Dear colleague,

A quantum well lit at normal incidence absorbs a fixed fraction of the light for each pair of subbands that the photon can reach. That fraction is πα/n times a number of order one, with α = e²/(4πε₀ħc) the fine-structure constant and πα = 2.29 %. Below I derive the step, show why the material constants nearly cancel, put in the optics of the surface, and give numbers for a lattice-matched InGaAs/InP multiple well with its edge near 1.55 µm.

1. Premises and conventions

(a) Electrons are independent; the electron–hole attraction is left out until section 8, where its size is given.
(b) The valence subbands are full and the conduction subbands empty.
(c) The envelope-function approximation holds, with the same zone-centre Bloch functions in well and barrier.
(d) The subbands are parabolic in the plane.
(e) The light is weak, travels along the growth axis z ∥ [001], and is linearly polarised along a unit vector ê in the plane (TE). The medium has a real index n.
(f) The well width L is much smaller than λ/n.

The electron charge is −e, m₀ is the free mass, formulas are in SI. A is the fraction of the power flux absorbed in one pass through one well.

2. Coupling to the light

Take the vector potential a(t) = ê a₀ cos ωt at the well, with no scalar potential. The electric field −∂a/∂t has amplitude ωa₀, and the mean flux of a plane wave in the medium is

Φ = ½ n ε₀ c ω² a₀². (1)

By premise (f), a is uniform across the well. Expanding (p + e a)²/2m₀ gives a term (e/m₀) a·p and a term in a², which is a pure number and connects no two different states. The part of the first term that varies as exp(−iωt), and so drives absorption, is (e a₀/2m₀) ê·p. Fermi's golden rule gives the number of transitions per unit time and unit area,

W = (2π/ħ) (e a₀/2m₀)² (1/Ω) Σ |⟨f|ê·p|i⟩|² δ(E_f − E_i − ħω), (2)

with Ω the area of the well and the sum over filled initial and empty final states.

3. The matrix element

The states are ψ = Ω^(−1/2) exp(ik·ρ) f(z) u(r), with k in the plane, ∫|f|²dz = 1, and |u|² averaging to one over a unit cell. The operator p acts either on u or on the slowly varying factor. Because that factor hardly changes across a cell, each integral splits into a cell integral times an integral over the envelopes. Where p acts on the envelope the cell integral is ⟨u_c|u_v⟩ = 0. Where it acts on u,

⟨c,j,k′|ê·p|v,l,k⟩ = δ_kk′ (ê·p_cv) I_jl, I_jl = ∫ f_cj* f_vl dz, (3)

with p_cv = ⟨u_c|p|u_v⟩. Transitions are vertical in k. In a symmetric well I_jl vanishes between envelopes of opposite parity. Completeness of the hole envelopes gives Σ_l |I_jl|² = 1, continuum included. For infinite barriers the two sets of envelopes coincide and I_jl = δ_jl.

4. The joint density of states and the step

The transition energy is E_jl + ħ²k²/2μ, where E_jl is the edge of the pair and 1/μ = 1/m_e + 1/m_h is built from the in-plane masses. With (1/Ω)Σ_k → ∫ k dk/2π and k dk = (μ/ħ²) dE, the joint density of states per unit area, for one pair of spin states, is

ρ(ħω) = (μ/2πħ²) θ(ħω − E_jl). (4)

It is constant above the edge, and that is the origin of the step. The absorbed fraction is A = ħωW/Φ. The amplitude a₀ cancels, and each pair of spin states contributes

ħω · (2π/ħ)(e²/4m₀²) |ê·p_cv|² |I|² ρ · 2/(nε₀cω²) = π e² |ê·p_cv|² |I|² ρ/(n ε₀ c ω m₀²).

Since e²/(ε₀c) = 4παħ, this is

A_pair = 4π²α ħ² |ê·p_cv/m₀|² |I|² ρ/(n ħω), (5)

which holds for any dispersion if the squared element is averaged over the contour of constant transition energy. Each subband is doubly degenerate, and section 5 shows that of the four spin combinations two are allowed in TE, with equal strength. Putting (4) into (5) and doubling,

A_jl = 4πα μ |ê·p_cv|² |I_jl|²/(n m₀² ħω) · θ(ħω − E_jl), (6)

where |ê·p_cv|² refers to one allowed transition. The width L does not appear explicitly in (6). It enters only through E_jl, I_jl and the masses, because a sheet of electrons has the same number of states per unit area and energy however thick it is.

5. Heavy and light holes

The conduction states are S↑ and S↓. The valence states are built from X, Y, Z, and cubic symmetry leaves one constant, P = |⟨S|p_x|X⟩|, or E_P = 2P²/m₀. The states that contain X↑ are

hh: −(X + iY)↑/√2 (J = 3/2, J_z = +3/2)
lh: (X − iY)↑/√6 + √(2/3) Z↓ (J = 3/2, J_z = −1/2)
so: (X − iY)↑/√3 − Z↓/√3 (J = 1/2, J_z = −1/2).

The operator p_x keeps the spin and joins S to X only, so S↑ couples to these three with |p_x|² = P²/2, P²/6 and P²/3, and to nothing else in the valence band. S↓ couples in the same way to their time-reversed partners. Any in-plane ê gives the same moduli. For hh, |ê·p_cv|² = P²/2 = m₀E_P/4, and (6) becomes

A_hh = (πα/n) F_hh, F_hh = μ E_P |I|²/(m₀ ħω). (7)

For lh the same expression holds with a factor 1/3 and the lh values of μ, I and ħω. With the field along z, which needs a waveguide geometry, hh is dark at k = 0 and lh has |p_z|² = 2P²/3.

6. Why F is near one

The element P that makes the absorption also makes the bands curve. A strong P gives a light mass and so a small density of states, and the product μE_P is fixed by the gap.

The cleanest case is one conduction state and one hh state, separated by E_g and coupled only to each other by the k·p term ħk·p/m₀. With v = P/(√2 m₀) and a choice of phases,

H = (E_g/2) σ_z + ħv (k_x σ_x + k_y σ_y).

The free term ħ²k²/2m₀ shifts both states alike and drops out of the transition energy, E = √(E_g² + 4ħ²v²k²). From E dE = 4ħ²v² k dk follows ρ = E/(8πħ²v²). The interband part of p_x/m₀ is vσ_x. Write H = (E/2) n̂·σ with n̂ a unit vector, n_z = E_g/E. The projectors (1 ± n̂·σ)/2 give |⟨c|σ_x|v⟩|² = 1 − n_x², and since n_x² averages to (1 − n_z²)/2 over the direction of k, the mean is (1 + E_g²/E²)/2. Equation (5) with I = 1 gives (πα/4n)(1 + E_g²/E²) per spin, in which v has cancelled, and for both spins

A = (πα/2n) [1 + (E_g/ħω)²]. (8)

At the edge this is exactly πα/n. Expanding E to order k² gives m₀/μ = E_P/E_g, so (7) gives F = E_g/ħω, which agrees with (8) to first order in ħω − E_g. With E_g = 0 and four species (two spins, two valleys) the per-spin result gives πα/n at all frequencies, the value for graphene in its linear-band model.

In a zinc-blende well the electron is also pushed up by lh and so. Let confinement split hh from lh by an energy that is large against the in-plane kinetic energy and small against E_g, so that non-degenerate perturbation theory applies to each. To second order a coupling |p_x|² across a gap ΔE adds 2|p_x|²/(m₀ΔE) to the inverse mass m₀/m of both partners. With Δ the spin–orbit splitting and the weights of section 5,

m₀/m_e = 1 + E_P [1/(2E_g) + 1/(6E_g) + 1/(3(E_g + Δ))]
m₀/m_hh = −1 + E_P/(2E_g), m₀/m_lh = −1 + E_P/(6E_g).

These are the Kane masses in the plane. The free terms cancel in 1/μ, and E_P cancels in F. At ħω = E_g, with I = 1 and x = E_g/(E_g + Δ),

F_hh = 6/(7 + 2x), F_lh = 2/(5 + 2x). (9)

F_hh runs from 2/3 for Δ = 0 to 6/7 for Δ ≫ E_g, and F_lh from 2/7 to 2/5. So the hh step alone lies somewhat below πα/n in this model, and hh and lh together give between 0.95 and 1.26 of it. Remote bands and hh–lh mixing shift these numbers further. The name absorption quantum is fair in this sense: πα/n is exact for an isolated two-band pair at its edge and is the scale, to some tens of per cent, for a real well.

A narrower well raises ħω, and (7) with fixed masses would fall as 1/ħω. Confinement also widens the denominators in the Kane masses, so μ rises and offsets much of that fall, while valence admixture in the confined electron lowers the matrix element. The step is therefore independent of width up to terms of relative order (confinement energy)/E_g.

The wide-well limit recovers the bulk. For infinite barriers and isotropic masses the edges lie at E_g + ħ²π²j²/(2μL²), so the number of steps below ħω is close to L√(2μ(ħω − E_g))/(πħ). Multiplying (4) by this number and dividing by L gives μ√(2μ(ħω − E_g))/(2π²ħ³), the three-dimensional joint density of states per spin. The square-root edge is the envelope of the staircase. An absorption coefficient A/L quoted for a single step scales as 1/L only through the division.

7. The layer as a conducting sheet

The index in (7) came from the flux (1) alone. To treat other surroundings, describe the layer by a sheet conductance σ and let s = σ/(ε₀c). A sheet in a field of amplitude E₀ dissipates ½ Re σ E₀² per unit area, and dividing by (1) gives Re s/n, so

Re s = πα F. (10)

Place the sheet between media n₁ (incident side) and n₂. The tangential electric field is continuous, 1 + r = t. The magnetic field jumps by the sheet current, n₁(1 − r) − n₂t = s t. Hence t = 2n₁/(n₁ + n₂ + s), and

A = 1 − |r|² − (n₂/n₁)|t|² = 4n₁ Re s/|n₁ + n₂ + s|². (11)

Since |s| ≪ 1 it may be dropped in the denominator. For n₁ = n₂ = n this returns (7). For light from air on a thin layer lying on a substrate of index n_s,

A = πα F [2/(1 + n_s)]², (12)

and for light arriving through the substrate A is n_s times larger, relative to the flux inside the substrate. The layer's own index does not appear, because the in-plane field passes through a thin layer unchanged. A well buried at any depth in a medium of index n_s gives (12) again, as the surface transmittance 4n_s/(1 + n_s)² times πα F/n_s. All of this counts one pass; a reflecting back face adds further ones.

For N wells of period far below λ/2n, the reflected amplitudes −s/2n of the sheets do not add in phase and the reflected power is of second order in s. The internal transmission is exp(−NA). For an in-plane field the permittivities add in proportion to thickness, so n² is the thickness average over a period.

8. The Coulomb factor

Attraction multiplies the continuum by C = |φ(0)|², the density of the relative motion at zero separation, normalised to a plane wave. Take the strictly two-dimensional limit, with R_X = 13.6 eV × (μ/m₀)/ε², a_X the matching Bohr radius, ΔE = ħω − E_jl = ħ²k²/2μ and η = 1/(k a_X) = √(R_X/ΔE). Only the s wave is finite at the origin. It obeys φ″ + φ′/r + (k² + 2/(a_X r))φ = 0, and the substitution φ = exp(ikr) w(−2ikr) turns this into Kummer's equation, with regular solution φ = φ(0) exp(ikr) ₁F₁(½ − iη; 1; −2ikr). At large r each of its two running waves has modulus |φ(0)| exp(−πη/2)/(|Γ(½ + iη)| √(2kr)). The s part of a plane wave, J₀(kr), has 1/√(2πkr) for each. Equating the two and using |Γ(½ + iη)|² = π/cosh πη,

C = exp(πη)/cosh πη = 2/[1 + exp(−2πη)]. (13)

C is 2 at the edge and falls to 1 only slowly, as 1 + πη. A finite width softens the attraction: its Fourier component at wave vector q is multiplied by G(q) = ∬ |f_c(z)|² |f_v(z′)|² exp(−q|z − z′|) dz dz′ < 1. I therefore treat (13) as an upper estimate.

9. Numbers for In₀.₅₃Ga₀.₄₇As/InP

Typical room-temperature inputs for the well alloy, all assumed: E_g = 0.75 eV, Δ = 0.33 eV, E_P = 25.3 eV, m_e = 0.041 m₀, Luttinger γ₁ = 11.0, γ₂ = 4.2, γ₃ = 4.8, static ε = 13.9, index 3.5, and 40 % of the gap difference in the conduction band. For InP I use compiled values: gap 1.35 eV at 300 K (Wing 2021), and m_e = 0.0795 m₀, γ₁ = 5.08, γ₂ = 1.6 (Vurgaftman 2001), which are 0 K values carried over unchanged. For the InP index at 1.55 µm I assume a typical 3.17; the compiled ε∞ = 9.6 (Rakita 2019) gives 3.10 but leaves out the dispersion. Wells and barriers are 10 nm each, a width chosen to put the edge near 1.55 µm. The arithmetic is carried unrounded.

With these inputs (9) has x = 0.694, so F_hh = 0.72, F_lh = 0.31 and their sum is 1.03. The calculation with empirical masses follows.

Hole masses. With hole energy counted upward, the Luttinger Hamiltonian is (ħ²/2m₀)[(γ₁ + 5γ₂/2)k² − 2γ₂ Σ k_i²J_i² − 2γ₃ Σ_(i<j) k_i k_j (J_iJ_j + J_jJ_i)] for J = 3/2. Its diagonal gives inverse masses γ₁ − 2γ₂ (hh) and γ₁ + 2γ₂ (lh) along z, and γ₁ + γ₂ (hh) and γ₁ − γ₂ (lh) in the plane. In that order they are 2.6, 19.4, 15.2 and 6.8 in the well, and 1.88, 8.28, 6.68 and 3.48 in InP.

Levels. The gap difference of 0.60 eV gives barriers V = 0.24 eV for electrons and 0.36 eV for holes. The envelopes are cos(k_z z) inside and decay as exp(−κ|z|) outside, with f and f′/m continuous (BenDaniel–Duke), so even states obey (k_z/m_w) tan(k_zL/2) = κ/m_b, where k_z² = 2m_wE/ħ², κ² = 2m_b(V − E)/ħ² and ħ²/2m₀ = 0.0381 eV nm². Odd states have −cot in place of tan. The roots are e1 = 38.8 meV, hh1 = 7.7 meV, hh2 = 31.0 meV and lh1 = 35.8 meV. The e1–hh1 edge is at 0.797 eV (1.56 µm) and the e1–lh1 edge at 0.825 eV, 28 meV higher. The probabilities of being in the barriers are 0.055 (e1), 0.002 (hh1) and 0.029 (lh1). The overlaps are |I|² = 0.933 for e1–hh1 and 0.993 for e1–lh1. The electron has κ = 0.648 nm⁻¹, so its amplitude falls by a factor 1.5 × 10⁻³ across a barrier and the wells are uncoupled.

In-plane masses. To first order in k² the inverse mass is averaged over the envelope, which gives m₀/m = 23.7 for e1 and 15.2 for hh1. The γ₃ term joins J_z = 3/2 to 1/2 with modulus (ħ²/2m₀) 2√3 γ₃ k k_z. It is linear in k and so changes the hh1 mass in second order. (The coupling to J_z = −1/2 goes as k² and enters at order k⁴.) I estimate it for infinite barriers, where |⟨j|k_z|1⟩| = 4j/(L(j² − 1)) for even j and zero otherwise, and the denominators are (ħ²π²/2m₀L²)[(γ₁ + 2γ₂)j² − (γ₁ − 2γ₂)]. The width cancels, and the inverse mass is lowered by

(192γ₃²/π²) Σ_(j even) j²/{(j² − 1)² [(γ₁ + 2γ₂)j² − (γ₁ − 2γ₂)]} = 2.8,

to 12.4, or m_hh = 0.081 m₀. Finite barriers bring lh2 lower, and the approach to the next subbands flattens hh1 at larger k, so this mass is likely on the light side. A flat hole band bounds the effect from above.

The step. The stack index is √[(3.5² + 3.17²)/2] = 3.34 and πα/n = 0.69 %. At the edge E_P/ħω = 31.8. Equation (7) gives, per well:

hole mass: μ/m₀, F_hh, A_hh
diagonal: 0.0257, 0.76, 0.52 %
with mixing: 0.0277, 0.82, 0.56 %
flat band: 0.0421, 1.25, 0.86 %

The middle line is the model's value. Divided by the well width it is 5.6 × 10³ cm⁻¹, and divided by the period 2.8 × 10³ cm⁻¹. Fifty periods, 1.0 µm in all, have NA = 0.28 and absorb 25 % of the internal flux in one pass. A single such well under a thin InP cap, lit from air, has [2/(1 + n_s)]² = 0.230, so (12) gives 0.53 % × F, or 0.43 %.

For e1–lh1 the diagonal masses give m₀/μ = 30.4 and F_lh = 0.33. This figure is only a scale. The levels lh1 and hh2 lie within 5 meV of each other and are joined by the term linear in k, so lh1 has no useful parabolic mass, and the forbidden e1–hh2 transition borrows part of its strength.

Coulomb factor. With μ = 0.0277 m₀, R_X = 1.9 meV and a_X = 27 nm. Halfway between the two edges, at ΔE = 14 meV, η = 0.37 and (13) gives C = 1.8, which would raise 0.56 % to 1.0 %. There kL = 1.0, and for infinite-barrier envelopes G = 0.82 at qL = 1; the wider real envelopes give less. The attraction is thus weakened but far from removed, and the enhancement is the largest neglected term in the whole calculation.

10. Range of validity

Thin layer. Here λ/n = 466 nm and the optical phase across a well is 2πnL/λ = 0.13 rad. Its effect on an allowed overlap is of second order. The index contrast of a single well at the surface adds |Im s| = (2πL/λ)(3.5² − 3.17²) = 0.089, which enters (11) only in second order against n₁ + n₂ = 4.17. The stack as a whole reflects an amplitude 0.026 at its boundary with InP, enough for fringes of a few per cent of the step. Equation (12) fails once the layer's optical thickness is an appreciable part of a wavelength.

Occupation. Carriers multiply the step by f_v − f_c. An electron sheet density n₂D fills the bottom of e1 to 1 − exp(−n₂D/n₀), with n₀ = m_e k_BT/(πħ²) = 4.5 × 10¹¹ cm⁻² at 300 K. Doping and pumping must stay well below that.

Bands. Non-parabolic corrections to the electron mass and to the matrix element are each of order e1/E_g = 5 % and of opposite sign. Values of E_P in use for this alloy typically spread by about 10 %, and A is proportional to E_P when the masses are held fixed. Valence mixing is bounded by the table near the edge. Strain, an electric field or coupling between wells changes I and μ but leaves the form of (6) intact; in type-II stacks and biased wells |I|² can be far below one.

Excitons. Equation (6) says nothing about the bound lines, which lie up to 4R_X = 7.8 meV below each edge in the strict two-dimensional limit. Since 1.55 µm is only 3 meV above the model edge, a broadened hh line overlaps it, and the wing of the lh line covers part of the short plateau above.

The model's free-pair step is thus 0.56 % per well, bracketed by 0.52 % and 0.86 % through the hole mass and open to a Coulomb enhancement of up to about 1.8. As typical knowledge and not as a measurement, the plateau above the first hh edge of such III–V wells is about 0.6 to 1 % per well, so the free-pair figure runs low by a factor between about 1.1 and 1.8, which is the direction in which both the attraction and a heavier hole act.